## How many states does a band of germanium hold, and why do eight electrons per cell make it a semiconductor?

I can recite "N k-points per zone, two electrons per band per cell", but I would like to see it with numbers.

Ge has the diamond structure: an fcc lattice with atoms at $0$ and $\boldsymbol\tau=\tfrac a4(1,1,1)$, and four valence electrons ($4s^24p^2$) per atom. Typical inputs: cubic lattice constant $a=5.658$ Å; conduction minima at the L points with $m_l=1.59\,m_0$, $m_t=0.082\,m_0$; isotropic hole masses $m_{hh}=0.33\,m_0$, $m_{lh}=0.043\,m_0$ ($m_0$ is the free-electron mass). Compiled measured values: fundamental gap 0.66 eV at 300 K (Wing 2021), direct gap 0.8 eV at room temperature (Waroquiers 2013), valence spin-orbit splitting at Γ 0.3 eV, mostly from low-temperature data (Peralta 2006).

1. For a block periodic over $1000$ primitive vectors in each direction, what are the allowed $\mathbf k$, their spacing, the volume per point and the capacity of a band?
2. Which points does a periodic cube of edge $2a$ allow, and how are points on the zone boundary counted?
3. How many bands do the valence electrons fill? Does an even count guarantee a gap? What if one atom in the cube is replaced by Ga?
4. How nearly full are the valence bands at 300 K?

---

## Answer

### Why the counting works

Conventions: primitive vectors $\mathbf a_i$, cell volume $\Omega$, reciprocal vectors defined by $\mathbf a_i\cdot\mathbf b_j=2\pi\delta_{ij}$, independent electrons in a periodic potential, no magnetic order.

Lattice translations commute with $H$ and with each other, so eigenstates can be chosen with $\psi(\mathbf r+\mathbf R)=e^{i\mathbf k\cdot\mathbf R}\psi(\mathbf r)$. The Born–von Kármán condition closes the crystal on itself, $\psi(\mathbf r+N_i\mathbf a_i)=\psi(\mathbf r)$, which requires $e^{iN_i\mathbf k\cdot\mathbf a_i}=1$. Writing $\mathbf k=\sum_i x_i\mathbf b_i$ gives $\mathbf k\cdot\mathbf a_i=2\pi x_i$, so $N_ix_i$ is an integer:

$$\mathbf k=\sum_{i=1}^3\frac{m_i}{N_i}\,\mathbf b_i,\qquad m_i\in\mathbb Z .$$

Two consequences follow.

- The points form a lattice with cell edges $\mathbf b_i/N_i$. Since $\mathbf b_1\cdot(\mathbf b_2\times\mathbf b_3)=(2\pi)^3/\Omega$, each point owns the volume $(2\pi)^3/(N\Omega)=(2\pi)^3/V$, with $N=N_1N_2N_3$ and $V=N\Omega$.
- Replacing $m_i$ by $m_i+N_i$ adds a reciprocal lattice vector $\mathbf G$ and changes no phase $e^{i\mathbf k\cdot\mathbf R}$. Only $m_i$ modulo $N_i$ is a label, so there are exactly $N$ inequivalent $\mathbf k$. The Brillouin zone holds these $N$ points provided boundary points that differ by a $\mathbf G$ are counted once.

At fixed $\mathbf k$, put $\psi=e^{i\mathbf k\cdot\mathbf r}u$. The function $u$ obeys an eigenvalue problem on one cell with periodic boundary conditions, whose spectrum is discrete. Numbering the levels upward defines the bands, and each has one level per $\mathbf k$, that is $N$ levels.

The factor of two needs an argument in Ge, because spin-orbit coupling is not negligible. The diamond structure has an inversion centre $P$ at the bond midpoint. Both $P$ and time reversal $\Theta$ send $\mathbf k\to-\mathbf k$, so $P\Theta$ leaves $\mathbf k$ fixed. It is antiunitary and squares to $-1$ for spin one half, so by Kramers' argument every level is twofold degenerate at every $\mathbf k$. Below, "band" means such a pair. It holds $2N$ electrons, two per primitive cell.

### 1. The large block

Take $\mathbf a_1=\tfrac a2(0,1,1)$, $\mathbf a_2=\tfrac a2(1,0,1)$, $\mathbf a_3=\tfrac a2(1,1,0)$. Then

$$\Omega=\frac{a^3}{4}=\frac{181.13\ \text{Å}^3}{4}=45.28\ \text{Å}^3,\qquad |\mathbf a_i|=\frac{a}{\sqrt2}=4.001\ \text{Å}.$$

The reciprocal vectors are $\mathbf b_1=\tfrac{2\pi}a(-1,1,1)$, $\mathbf b_2=\tfrac{2\pi}a(1,-1,1)$, $\mathbf b_3=\tfrac{2\pi}a(1,1,-1)$. They generate all $\mathbf G=\tfrac{2\pi}{a}(h,k,l)$ with $h,k,l$ all odd or all even. With $2\pi/a=1.1105$ Å$^{-1}$,

$$|\mathbf b_i|=\sqrt3\,\frac{2\pi}a=1.923\ \text{Å}^{-1},\qquad \Omega_{\rm BZ}=4\left(\frac{2\pi}{a}\right)^3=5.478\ \text{Å}^{-3}.$$

For $N_1=N_2=N_3=1000$ the block is a rhombohedron:

| quantity | value |
|---|---|
| edge $N_i\lvert\mathbf a_i\rvert$ | 400.1 nm |
| cells and k-points, $N$ | $10^9$ |
| volume $V=N\Omega$ | $4.528\times10^{7}$ nm$^3$ |
| step $\lvert\mathbf b_i\rvert/N_i$ | $1.923\times10^{-3}$ Å$^{-1}$ |
| volume per point $(2\pi)^3/V$ | $5.478\times10^{-9}$ Å$^{-3}$ |
| electrons per band, $2N$ | $2\times10^9$ |
| valence electrons, $8N$ | $8\times10^9$ |

Per unit volume a band holds $2/\Omega=44.17$ nm$^{-3}=4.417\times10^{22}$ cm$^{-3}$, and the valence electrons number $8/\Omega=176.7$ nm$^{-3}=1.767\times10^{23}$ cm$^{-3}$. The block size cancels from these densities, and the ratio of electrons to band capacity does not even depend on $a$.

A free-standing block has surfaces, which the periodic condition removes. Its outermost layer of cells is a fraction $1-(998/1000)^3=0.6\,\%$ of the total, which indicates the share of states that a real termination can move, some of them into the gap. The periodic block stands for a piece of the interior of a large crystal.

### 2. The cube of edge $2a$

The period cell need not have its edges along the $\mathbf a_i$. If its edges are $\mathbf A_i=\sum_jM_{ij}\mathbf a_j$ with integer $M$, the condition is $\mathbf k\cdot\mathbf A_i\in2\pi\mathbb Z$, each point again owns $(2\pi)^3/V$, and the zone holds $N=V/\Omega=|\det M|$ points. The conventional cube has $a\hat{\mathbf x}=-\mathbf a_1+\mathbf a_2+\mathbf a_3$ and so on, with determinant 4. Doubling each edge gives $N=2^3\times4=32$ cells and 64 atoms.

The allowed points are $\mathbf k=\tfrac{2\pi}{a}\tfrac12(n_1,n_2,n_3)$ with integer $n_i$. In units of $2\pi/a$ the zone is the region $|k_x|+|k_y|+|k_z|\le\tfrac32$, $|k_i|\le1$.

| type | location | points in or on the zone | shared by | inequivalent |
|---|---|---|---|---|
| $(0,0,0)$, Γ | interior | 1 | 1 | 1 |
| $(\tfrac12,0,0)$ | interior | 6 | 1 | 6 |
| $(\tfrac12,\tfrac12,0)$ | interior | 12 | 1 | 12 |
| $(\tfrac12,\tfrac12,\tfrac12)$, L | hexagonal face | 8 | 2 | 4 |
| $(1,0,0)$, X | square face | 6 | 2 | 3 |
| $(1,\tfrac12,0)$, W | corner | 24 | 4 | 6 |

Opposite L points differ by a vector of type $(1,1,1)$ and opposite X points by one of type $(2,0,0)$. The corner $(1,\tfrac12,0)$ is equivalent to $(-1,\tfrac12,0)$, $(0,-\tfrac12,1)$ and $(0,-\tfrac12,-1)$. The third column adds to 57 and the last to 32, as required.

The weights can be tested. For a complete mesh $\sum_{\mathbf k}e^{i\mathbf k\cdot\mathbf R}$ vanishes unless $\mathbf R$ is a period of the cube. For $\mathbf R=\mathbf a_3$ the phase is $\pi(k_x+k_y)$ in the same units, and the six rows contribute $1+2+0+0-1-2=0$.

### 3. Filling

Eight electrons per primitive cell, at two per band, fill $8/2=4$ bands' worth of states. The $3d$ and deeper shells fill their own bands completely and drop out of the count. In a minimal basis of one $s$ and three $p$ orbitals on each of two atoms there are eight bands, and the lower four correspond to the four bonds per cell, each with two electrons. Spin-orbit coupling splits the six highest valence states at Γ into a quartet and a doublet 0.3 eV below it, which moves levels without changing their number. In the 64-atom cube the same states appear as $32\times4=128$ levels for 256 electrons.

**An even count is necessary for a gap and not sufficient.** The diamond structure is stricter than "even". With an atom at the origin, let $P:\mathbf r\to\boldsymbol\tau-\mathbf r$ and let $C:(x,y,z)\to(-x,y,-z)$ be a twofold rotation. Both are symmetries, and both send X $=\tfrac{2\pi}a(1,0,0)$ to $-$X, which is equivalent to X. Now $PC\,\mathbf r=\boldsymbol\tau-C\mathbf r$ and $CP\,\mathbf r=C\boldsymbol\tau-C\mathbf r$, so the two products differ by the lattice translation $\boldsymbol\tau-C\boldsymbol\tau=\tfrac a2(1,0,1)$, whose Bloch phase at X is $e^{i\pi}=-1$. Hence $P$ and $C$ anticommute on the states at X; the spin rotation that accompanies $C$ commutes with $P$ and does not alter this. Since $P^2=1$, $C$ maps an even state to an odd one of the same energy. Time reversal also leaves X fixed and gives each state a Kramers partner of the same parity. Every level at X therefore has at least four states, the bands stick together in pairs there, and a gap is possible only for a multiple of four electrons per cell. Eight passes the test.

Passing still does not prove a gap. The top of the fourth band must lie below the bottom of the fifth over the whole zone, which is a matter of energies. In Ge it does, by the 0.66 eV between Γ and L. Grey tin, with the same structure and the same count, is the usual counterexample, a zero-gap semiconductor.

**An odd count forbids a band gap.** With one Ga atom (three valence electrons) per cube, the cube becomes the primitive cell and holds $63\times4+3=255$ electrons, or 127.5 bands. The Ga density is $1/(2a)^3=6.90\times10^{20}$ cm$^{-3}$ if the cube keeps its size. The substitution destroys the inversion centre, so spin-orbit coupling may split each pair at general $\mathbf k$, and one must count single bands of one electron per cell. Time reversal alone still pairs the levels wherever $\mathbf k\equiv-\mathbf k$, at Γ for instance, so single band 255 touches band 256 there and no gap separates filled from empty states. The conclusion rests on the stated assumptions: independent electrons, time-reversal symmetry and this periodicity. Magnetic order, a doubled cell or strong correlation can produce an insulator at odd count. Widely spaced acceptors at low temperature, each binding one hole, are a case where the independent-electron band picture fails in this way.

### 4. How full at 300 K

Here $k_BT=0.025852$ eV. One mesh step from the band edge costs, for the lightest mass, $\hbar^2\Delta k^2/2m_{lh}=3.810\ \text{eV Å}^2\times(1.923\times10^{-3}\ \text{Å}^{-1})^2/0.043=3.3\times10^{-4}$ eV, far below $k_BT$. The sum over points can be replaced by $V\int d^3k/(2\pi)^3$. For one parabolic valley with principal masses $m_1,m_2,m_3$ and Boltzmann occupation, three Gaussian integrals give the effective density of states

$$2\int\frac{d^3k}{(2\pi)^3}\,e^{-\sum_j\hbar^2k_j^2/2m_jk_BT}=\frac{2}{\lambda_0^3}\sqrt{\frac{m_1m_2m_3}{m_0^3}},\qquad \lambda_0=\frac{h}{\sqrt{2\pi m_0k_BT}}=4.303\ \text{nm},$$

with $2/\lambda_0^3=2.509\times10^{19}$ cm$^{-3}$.

The number of valleys is the boundary count of part 2. Eight half-ellipsoids at the hexagonal faces join in pairs into four whole valleys:

$$N_c=4\times0.082\sqrt{1.59}\times2.509\times10^{19}=1.04\times10^{19}\ \text{cm}^{-3},$$

$$N_v=\left(0.33^{3/2}+0.043^{3/2}\right)\times2.509\times10^{19}=4.98\times10^{18}\ \text{cm}^{-3}.$$

With $n=N_ce^{-(E_c-\mu)/k_BT}$, $p=N_ve^{-(\mu-E_v)/k_BT}$ and $n=p$, the chemical potential drops out of the product:

$$n_i=\sqrt{N_cN_v}\,e^{-E_g/2k_BT}=7.2\times10^{18}\ \text{cm}^{-3}\times e^{-12.765}=7.2\times10^{18}\times2.86\times10^{-6}=2.06\times10^{13}\ \text{cm}^{-3}.$$

Since $n_i\ll N_c,N_v$, Boltzmann occupation is justified. The third digit serves only the arithmetic: rounding of the gap by 0.005 eV changes $n_i$ by $0.005/(2k_BT)\approx10\,\%$, and isotropic masses simplify warped hole bands. Counting eight valleys would inflate $n_i$ by $\sqrt2=1.41$, well beyond that rounding. The omitted extrema matter little. Their Boltzmann factors are $4\times10^{-3}$ for the Γ valley, about $0.8-0.66=0.14$ eV above L, $4\times10^{-4}$ for the valleys along Γ–X, typically about 0.2 eV above L, and $9\times10^{-6}$ for the split-off holes, each multiplied by a ratio of effective densities of states of order one or smaller.

The model's intrinsic density is thus about $2\times10^{13}$ cm$^{-3}$. The missing fraction of valence electrons is $n_i\Omega/8=1.2\times10^{-10}$, and the occupied fraction of the lowest conduction band is $n_i\Omega/2=4.7\times10^{-10}$. In the periodic block, with $V=4.528\times10^{-14}$ cm$^3$, this is $n_iV=0.93$: on average about one electron-hole pair among $8\times10^9$ valence electrons.